# Consistent versus lumped mass in linear finite elements: margin notes

**Note 1. Premises.** A slab $0\le x\le L$ conducts heat by Fourier's law with constant conductivity $\kappa$, density $\rho$ and specific heat $c$, and without sources, so that

$$\partial_t T=\alpha\,\partial_x^2T,\qquad \alpha=\kappa/(\rho c).\tag{1}$$

A mode $\sin kx$ decays as $e^{-\lambda t}$ with the exact rate $\lambda=\alpha k^2$. The mesh has $N$ equal elements of length $h=L/N$ and nodes $x_j=jh$. The face temperatures are prescribed unless stated otherwise. The mesh Fourier number is $r=\alpha\Delta t/h^2$, and $\theta$ weights the new time level, so $\theta=0,\tfrac12,1$ are forward Euler, Crank–Nicolson and backward Euler. "Mass" is the name, borrowed from structural work, of the heat capacity matrix.

**Note 2. Where the stencil $(1,4,1)/6$ comes from.** Put $T_h=\sum_jT_j(t)\phi_j(x)$ with hat functions, $\phi_j(x_i)=\delta_{ij}$. Multiply (1) by an interior $\phi_i$ and integrate by parts. The boundary term vanishes because $\phi_i$ is zero on both faces, which leaves $\sum_j\dot T_j\int\phi_i\phi_j\,dx=-\alpha\sum_jT_j\int\phi_i'\phi_j'\,dx$. On one element, with $y=(x-x_j)/h$, the two shapes are $1-y$ and $y$ and their slopes are $\mp1/h$. The integrals $\int_0^1y^2dy=\tfrac13$ and $\int_0^1y(1-y)\,dy=\tfrac16$ give

$$M^e=\frac h6\begin{pmatrix}2&1\\1&2\end{pmatrix},\qquad K^e=\frac{\alpha}{h}\begin{pmatrix}1&-1\\-1&1\end{pmatrix}.$$

Each interior node belongs to two elements. Adding them and dividing by $h$,

$$\tfrac16(\dot T_{j-1}+4\dot T_j+\dot T_{j+1})=-\frac{\alpha}{h^2}(DT)_j,\qquad (DT)_j=-T_{j-1}+2T_j-T_{j+1}.\tag{2}$$

This is the consistent (C) form. Since $(1,4,1)/6=(0,1,0)-(-1,2,-1)/6$, its mass operator is $M_C=I-D/6$. The later notes rest on this identity.

**Note 3. What lumping is.** Summing each row of $M^e$ onto the diagonal gives $\mathrm{diag}(h/2,h/2)$, so $M_L=I$ and (2) becomes the three-point difference scheme. The same matrix results from evaluating $\int\phi_i\phi_j\,dx$ by the trapezoidal rule on each element, so lumping is a quadrature. The symmetric matrices share their row sums and hence their column sums. Both therefore assign the heat content $\int T_h\,dx$ to any nodal vector, and both conserve it in an insulated slab.

**Note 4. The decay rates.** From $\sin k(x_j-h)+\sin k(x_j+h)=2\cos kh\,\sin kx_j$, the vector $\sin kx_j$ is an eigenvector of $D$ with eigenvalue $d=2(1-\cos kh)$. It vanishes on both faces for $k=n\pi/L$, and $n=1,\dots,N-1$ gives $N-1$ distinct eigenvalues, a complete set. The eigenvalue of $M_C$ is $1-d/6=(2+\cos kh)/3$, and dividing,

$$\lambda_C=\frac{6\alpha}{h^2}\,\frac{1-\cos kh}{2+\cos kh},\qquad \lambda_L=\frac{2\alpha}{h^2}(1-\cos kh).\tag{3}$$

Both rise monotonically on $0<kh\le\pi$, because $d$ does and $d/(1-d/6)$ increases with $d$. Larger $k$ repeat the same nodal vectors. Set $\xi=kh$. Then $d=\xi^2(1-\xi^2/12+\xi^4/360-\dots)$, and $d/(1-d/6)=d+d^2/6+d^3/36+\dots$. The $\xi^4$ terms sum to $-\tfrac1{12}+\tfrac16=\tfrac1{12}$, and the $\xi^6$ terms to $\tfrac1{360}-\tfrac1{36}+\tfrac1{36}=\tfrac1{360}$. Hence

$$\lambda_{C,L}=\alpha k^2\left[1\pm\frac{(kh)^2}{12}+\frac{(kh)^4}{360}+O\big((kh)^6\big)\right],\tag{4}$$

with the upper sign for C. The leading errors have equal size, so for long waves the consistent matrix gives no better decay rate. At $kh=\pi$ the rates are $12\alpha/h^2$ and $4\alpha/h^2$, which is 1.216 and 0.405 times $\alpha k^2$. The ratio $\lambda_C/\alpha k^2$ peaks at 1.44 near $kh=2.5$.

**Note 5. Why C is always too fast and L always too slow.** The series settles the sign only for small $kh$. For L, $d=4\sin^2(\xi/2)<\xi^2$ for all $\xi>0$. For C, take the piecewise linear function $u=\sum_je^{ikx_j}\phi_j$ on an unbounded mesh. The product $ue^{-ikx}$ has period $h$, so $u=\sum_mw_me^{ik_mx}$ with $k_m=k+2\pi m/h$. The coefficient is the transform of one hat, $w_m=2\int_0^1(1-y)\cos(k_mhy)\,dy=4\sin^2(\xi/2)/(k_mh)^2$. The consistent matrices integrate $|u|^2$ and $|u'|^2$ exactly, so Parseval's relation gives

$$\lambda_C=\alpha\,\frac{\sum_mw_m^2k_m^2}{\sum_mw_m^2}.\tag{5}$$

This is a weighted mean of exact rates with $|k_m|\ge k$ for $0<kh\le\pi$ and some $|k_m|>k$, so $\lambda_C>\alpha k^2$. The kinks of $u$ carry short waves, and these decay fast. For small $\xi$, $w_0\to1$ and $w_m\to\xi^2/(2\pi m)^2$, so the aliases add $2\sum_{m\ge1}\xi^4/(2\pi m)^2=\xi^4/12$ to $\lambda_Ch^2/\alpha$, which recovers (4). Lumping keeps the numerator of (5) and raises the norm from $(2+\cos\xi)/3$ to 1, which overcorrects.

**Note 6. The same bias under periodic heating.** For $T_j=e^{i\omega t-\beta x_j}$, equation (1) gives $\beta_0^2=i\omega/\alpha$, or $\beta_0=(1+i)/\delta$ with $\delta=\sqrt{2\alpha/\omega}$. Put $k=i\beta$ and $\lambda=-i\omega$ in (4). This gives $\beta^2(1\mp\beta^2h^2/12)=\beta_0^2$, so $\beta=\beta_0(1\pm\beta_0^2h^2/24)$ to leading order. With $\beta_0^2=2i/\delta^2$,

$$\beta\,\delta=(1\mp\varepsilon)+i(1\pm\varepsilon),\qquad\varepsilon=h^2/(12\delta^2).\tag{6}$$

With C the thermal wave loses amplitude too slowly with depth and lags too much in phase. With L both are reversed.

**Note 7. The consistent $\theta$ scheme is a lumped scheme with a smaller $\theta$.** Replace $\dot T$ by $(T^{n+1}-T^n)/\Delta t$ and $T$ by $\theta T^{n+1}+(1-\theta)T^n$. This gives $(M+\theta rD)T^{n+1}=(M-(1-\theta)rD)T^n$, that is

$$(I+sD)T^{n+1}=(I-pD)T^n,\qquad s+p=r,\tag{7}$$

with $s=\theta r$, $p=(1-\theta)r$ for L and $s=\theta r-\tfrac16$, $p=(1-\theta)r+\tfrac16$ for C. The C scheme thus equals the L scheme run at $\theta'=s/r=\theta-1/(6r)$. Consistent Crank–Nicolson at $r=\tfrac13$ is lumped forward Euler, node for node, and for smaller $r$ it has a negative implicit weight.

**Note 8. Stability limits.** Both sides of (7) share the eigenvectors of Note 4, so each mode is multiplied per step by

$$g=\frac{1-(1-\theta)\mu}{1+\theta\mu},\qquad\mu=\lambda_{C,L}\Delta t.\tag{8}$$

For $\mu>0$, $g<1$ always, and $g\ge-1$ means $(1-2\theta)\mu\le2$. The modes are orthogonal, so $|g|\le1$ for all of them bounds the root-mean-square deviation from the steady state. No limit arises for $\theta\ge\tfrac12$. For $\theta=0$ the condition is $\Delta t\le2/\lambda_{\max}$, and the values at $kh=\pi$ give

$$\Delta t\le\frac{h^2}{6\alpha}\ \ (\mathrm C),\qquad\Delta t\le\frac{h^2}{2\alpha}\ \ (\mathrm L).\tag{9}$$

For $0<\theta<\tfrac12$ both are divided by $1-2\theta$. With both faces insulated the modes are $\cos kx_j$, the mode $(-1)^j$ exists, and (9) is exact. With prescribed faces the top mode has $kh=\pi(N-1)/N$, and the true limit is somewhat larger and tends to (9) as $N$ grows. Forward Euler with C still needs a tridiagonal solve at each step, besides the threefold shorter step.

**Note 9. The time step biases the rate too.** Define $\lambda_{\rm eff}=-\ln g/\Delta t$. Expanding the logarithms, $-\ln g=\mu+(\tfrac12-\theta)\mu^2+\tfrac13[\theta^3+(1-\theta)^3]\mu^3+\dots$. With $\mu\approx r\xi^2$ and (4),

$$\lambda_{\rm eff}=\alpha k^2\left[1+\left(\pm\tfrac1{12}+(\tfrac12-\theta)r\right)(kh)^2+O\big((kh)^4\big)\right].\tag{10}$$

At fixed $r$ the time term is of the same order as the mass term. It cancels it for lumped forward Euler and for consistent backward Euler at $r=\tfrac16$. Only at $\theta=\tfrac12$ does it drop to the relative size $\mu^2/12$, so that (4) describes the full scheme to leading order.

**Note 10. The maximum principle, proved in one row.** Equation (1) creates no temperature outside the range of the initial and face values. Stability in the mean square does not imply the same for the nodes. Row $j$ of (7) reads

$$(1+2s)T_j^{n+1}=s\,(T_{j-1}^{n+1}+T_{j+1}^{n+1})+p\,(T_{j-1}^n+T_{j+1}^n)+(1-2p)T_j^n.\tag{11}$$

Assume $s\ge0$ and $1-2p\ge0$, while $p\ge0$ holds for any $\theta\le1$. Let $U$ be the largest new nodal value and $V$ the largest old one, faces included. Either $U$ sits on a face and is a datum, or it sits at an interior $j$. In the second case the non-negative weights allow each term to be bounded, $(1+2s)U\le2sU+[2p+(1-2p)]V$, so $U\le V$. Applying this to $-T$ bounds the minimum, and induction over $n$ completes the proof. For C, $s\ge0$ is $\theta r\ge\tfrac16$ and $2p\le1$ is $(1-\theta)r\le\tfrac13$, so

$$\frac{h^2}{6\theta\alpha}\le\Delta t\le\frac{h^2}{3(1-\theta)\alpha}\quad(\mathrm C),\qquad\Delta t\le\frac{h^2}{2(1-\theta)\alpha}\quad(\mathrm L).\tag{12}$$

The C window is non-empty only if $1-\theta\le2\theta$, that is $\theta\ge\tfrac13$. For Crank–Nicolson it is $\tfrac13\le r\le\tfrac23$, against $r\le1$ for L. For lumped forward Euler (12) coincides with (9), while consistent forward Euler never meets it.

**Note 11. The lower bound is necessary.** Restrict $D$ to interior nodes with zero face values. For $s\ne0$, $I-pD=-(p/s)(I+sD)+(r/s)I$, so the step matrix is

$$G=-\frac ps I+\frac rs\,(I+sD)^{-1}.\tag{13}$$

The rows of $G$ are the weights of the old values. If an entry $G_{ij}$ is negative, unit data at node $j$ alone send node $i$ below zero. Away from its source a column of the inverse obeys $-sx_{j-1}+(1+2s)x_j-sx_{j+1}=0$, solved by $q^{j}$ with

$$q=\frac{1+2s-\sqrt{1+4s}}{2s},\qquad|q|<1.\tag{14}$$

The source row $(1+2s-2sq)x_0=1$ fixes the entries on an unbounded mesh as $q^{|i-j|}/\sqrt{1+4s}$. For $-\tfrac16\le s<0$, $q$ is negative, so the second neighbours have $(r/s)q^2<0$. A finite mesh with at least three interior nodes behaves alike. Flipping the sign of every other node turns $I+sD$ into $(1+2s)I-|s|J$, where $J$ links neighbours. Its geometric series in $J$ converges because $2|s|<1+2s$, and every entry of the sum is positive. Second-neighbour entries are unchanged by the flip and are multiplied by $r/s<0$.

Shrinking $\Delta t$ on a fixed mesh therefore breaks the principle, and so does exact time integration of (2). Its generator is $-(\alpha/h^2)D(I-D/6)^{-1}=(6\alpha/h^2)[I-(I-D/6)^{-1}]$. At $s=-\tfrac16$, $q=-(2-\sqrt3)$ and $1/\sqrt{1+4s}=\sqrt3$, so the second-neighbour rate is $-6\sqrt3(2-\sqrt3)^2\alpha/h^2=-0.746\,\alpha/h^2$. A hot node at first cools the node two places away.

**Note 12. The upper bound is only sufficient.** For $s>0$ all off-diagonal entries of (13) are positive, and so are the weights of old and new face values, which are $p$ and $s$ times a column of the inverse. The diagonal decides. Take $\theta=\tfrac12$ and $u=3r$, so $s=(u-1)/6$ and $p=(u+1)/6$.

- With one interior node, $G=(1-2p)/(1+2s)$ and $r\le\tfrac23$ is necessary. The window (12) is thus sharp as a statement about all meshes.
- Far from the faces the condition is $r\ge p\sqrt{1+4s}$. Squaring gives $12u^2\ge(1+u)^2(1+2u)$, or $(u-1)(2u^2-5u-1)\le0$, so $r\le(5+\sqrt{33})/12=0.895$.
- Next to a prescribed face on a long mesh, an image source gives the diagonal entries $(1-q^{2j})/\sqrt{1+4s}$, smallest at $j=1$, where the value is $q/s$. The condition $q\ge ps/r$ means that $ps/r$ lies below the smaller root of $sq^2-(1+2s)q+s$, which gives $(u-1)(u^3-23u^2+47u-1)\ge0$. The cubic changes sign at $r=0.748$.

A long mesh with prescribed faces thus keeps the principle up to $r=0.748$. The same face condition for L, with $s=p=r/2$, is $q\ge s/2$ and gives $r\le2(2-\sqrt2)=1.17$.

**Note 13. Bounded does not mean free of ringing.** A mode keeps its sign from step to step only if $g\ge0$, that is $(1-\theta)\mu\le1$. With $\mu$ up to $12r$ this needs $r\le1/[12(1-\theta)]$ for C, which is compatible with the lower bound only for $\theta\ge\tfrac23$. Consistent Crank–Nicolson would need $r\le\tfrac16$ and $r\ge\tfrac13$ together. Inside its window the shortest modes alternate in sign while every node stays within the range of the data. Lumped Crank–Nicolson has both properties for $r\le\tfrac12$.

**Note 14. Range of validity.** Equations (3) to (10) need constant properties and a uniform mesh of linear elements in one dimension. The two-term form of (4) needs $(kh)^4/360\ll(kh)^2/12$, or $(kh)^2\ll30$, to give the bias well, and $(kh)^2\ll12$ for the bias to be small. The proof of Note 10 uses only signs and row sums and survives grading. Each element requires $\Delta t\ge h_e^2/(6\theta\alpha)$. A node between elements $h_a$ and $h_b$ requires $(h_a+h_b)/3\ge(1-\theta)\alpha\Delta t\,(1/h_a+1/h_b)$, that is $\Delta t\le h_ah_b/[3(1-\theta)\alpha]$. For Crank–Nicolson a common step exists only if $h_{\max}^2\le2\min h_ah_b$, which rules out strong grading. An insulated face contributes half a row and the same two conditions. A convective face with coefficient $H$ changes the old-level diagonal to $\tfrac13-(1-\theta)r(1+Hh/\kappa)$ and divides the upper bound by $1+Hh/\kappa$. The constants in (9) and (12) do not carry over to higher-order elements or to two and three dimensions. Equation (1) itself needs $h$ well above the grain size and the phonon mean free paths.

**Note 15. Alumina slab with Crank–Nicolson.** Take typical room-temperature inputs for dense alumina, $\kappa=30$ W m⁻¹ K⁻¹, $\rho=3900$ kg m⁻³ and $c=800$ J kg⁻¹ K⁻¹, so $\alpha=9.62$ mm² s⁻¹. Let $L=2$ mm and $N=10$, so $h=0.2$ mm and $h^2/\alpha=4.16$ ms. The explicit limits (9) are 0.693 ms (C) and 2.08 ms (L), and the top mode $n=9$ of this mesh allows 0.746 ms and 2.13 ms. The Crank–Nicolson window (12) for C is 1.39 ms to 2.77 ms. The exact slowest rate of the model is 23.7 s⁻¹, a time constant of 42.1 ms. The ratios below do not depend on the material.

| $n$ | $kh$ | $\lambda_C/\alpha k^2$ | $\lambda_L/\alpha k^2$ | $1+(kh)^2/12$ |
|---|---|---|---|---|
| 1 | 0.314 | 1.00825 | 0.99180 | 1.00822 |
| 3 | 0.942 | 1.0760 | 0.9281 | 1.0740 |
| 9 | 2.827 | 1.396 | 0.488 | 1.666 |

Choose $\Delta t=2.08$ ms, $r=\tfrac12$. For $n=1$ the full ratios $\lambda_{\rm eff}/\alpha k^2$ are 1.00846 (C) and 0.99200 (L), so the time step adds 0.02 % to a mass bias of 0.8 %. For $n=9$ the factor $g$ is $-0.47$ (C) and 0.012 (L), against the exact $e^{-\alpha k^2\Delta t}=0.018$.

Now raise both faces by 10 K, with the face nodes hot already at level 0. Row 1 of (11) then has the source $(s+p)\cdot10$ K, and the trial $x_j\propto q^j$ gives the first-step rise $(r/s)q^j\cdot10$ K. The far face alters this by less than the last digit shown. The exact rise is $10\ \mathrm K\cdot\mathrm{erfc}[j/(2\sqrt r)]$ while the faces do not yet interact.

| $\Delta t$ | node | C (K) | L (K) | exact (K) |
|---|---|---|---|---|
| 0.416 ms, $r=0.1$ | 1 | 1.336 | 0.911 | 0.253 |
| | 2 | −0.208 | 0.041 | <0.001 |
| 2.08 ms, $r=0.5$ | 1 | 4.308 | 3.431 | 3.173 |
| | 2 | 0.309 | 0.589 | 0.455 |

Below the window node 2 cools although the slab is only heated. If the face nodes are still cold at level 0, the source is $s\cdot10$ K and the rise is $q^j\cdot10$ K. Node 1 then drops to $-1.56$ K at $r=0.1$, and to $-2.68$ K as $\Delta t\to0$. Inside the window the signs are right, but the first-step values show that the maximum principle is no accuracy guarantee.

At late times the midplane deficit is $A\cdot10\ \mathrm K\cdot e^{-\lambda t}$. The exact amplitude is $A=4/\pi=1.273$, and with faces hot at level 0 both schemes have $A=(2/N)\sum_j\sin(\pi j/N)=1.263$. The deficit reaches 0.1 K at $t=\ln(100A)/\lambda$, which is 204 ms exactly, 202 ms with C and 206 ms with L at $r=\tfrac12$. These are the model's times. The diffusivity of alumina typically falls by roughly 0.5 % per kelvin near room temperature, about 5 % across this step, so the constant-property premise costs more than the choice of mass matrix does in the slow mode. The undershoot is different in kind, since no choice of $\alpha$ makes a heated solid cool.

For a silicon wafer 775 µm thick, with typical $\kappa=150$ W m⁻¹ K⁻¹, $\rho=2330$ kg m⁻³ and $c=700$ J kg⁻¹ K⁻¹, $\alpha=92$ mm² s⁻¹. Ten elements give $h^2/\alpha=65$ µs, every entry above recurs at the same $r$, and the model's consistent Crank–Nicolson window is 22 µs to 44 µs.